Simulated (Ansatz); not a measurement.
# Ligand exchange: GaH2I + AlH(CH3)(SH) → GaH2(SH) + AlH(CH3)I

Species: GaH2I `[GaH2][I]`, singlet; AlH(CH3)(SH), singlet; GaH2(SH), singlet; AlH(CH3)I, singlet. The partners trade I for SH: Ga–I and Al–SH bonds give way to Ga–SH and Al–I.

Shapes, held fixed at every level: PBE0-D4/def2-TZVP. Flexible molecules stand in one conformer, not always the lowest. Programs: Ansatz 0.2.0. Electronic energies: no zero-point or thermal term.

Estimate ΔE of this reaction.

The highest level, CCSD(T)/def2-TZVPP, gives ΔE = -1.6 kJ/mol; the levels span -2.9 to -0.2. That is about zero within the method's error. The column of differences is taken from that level and isn't an error. No measured value is set beside it here. For atoms past krypton def2 sets carry core potentials with scalar relativity. Relativity is left out for Ga unless named. Correlated rows may include outer-core shells of Ga, I, which these sets cover unevenly. Times are processor times on shared x86 and Arm servers, and rough.

```csv
level,kind,ΔE (kJ/mol),less CCSD(T)/def2-TZVPP,CPU time (sum over the molecules)
SPW92/def2-TZVPP,LDA,-2.9,-1.3,8.3 s
PBE0-D4/def2-TZVPP,global hybrid,-0.6,+1.0,16 s
r2SCAN0-D4/def2-TZVPP,global hybrid,-0.8,+0.8,28 s
wB97M-V/def2-TZVPP,range-separated hybrid,-0.7,+0.9,68 s
B2PLYP/def2-TZVPP,double hybrid,-0.2,+1.4,35 s
CCSD(T)/def2-SVP,coupled cluster or CI,-1.1,+0.5,18 s
CCSD/def2-SVP,coupled cluster or CI,-0.5,+1.1,–
CCSD(T)/def2-TZVPP,coupled cluster or CI,-1.6,0.0,3.4 min
```

The exchange is essentially thermoneutral: every level gives a slightly negative ΔE, but the values are too small to establish a preferred side. Aluminium is more electropositive than gallium and generally forms the stronger, more polar bonds to both iodide and thiolate. What counts here is only the difference between these two advantages, and the result suggests that they nearly cancel. The similar covalent radii of the two metals, a consequence of the contraction caused by gallium's filled 3d shell, probably help, as does the soft, polarisable character of both ligands.

Because each side has the same number of metal–iodine and metal–sulfur bonds, much of the error in describing them cancels, so even the LDA stays close to coupled cluster. That agreement is no evidence that it would describe the separate bond energies well. In the smaller basis, triples move ΔE from -0.5 to -1.1 kJ/mol, a shift comparable to the reaction energy itself. Nor does the balance between monomers carry over to condensed phases, where iodide and thiolate bridges can favour one pairing.
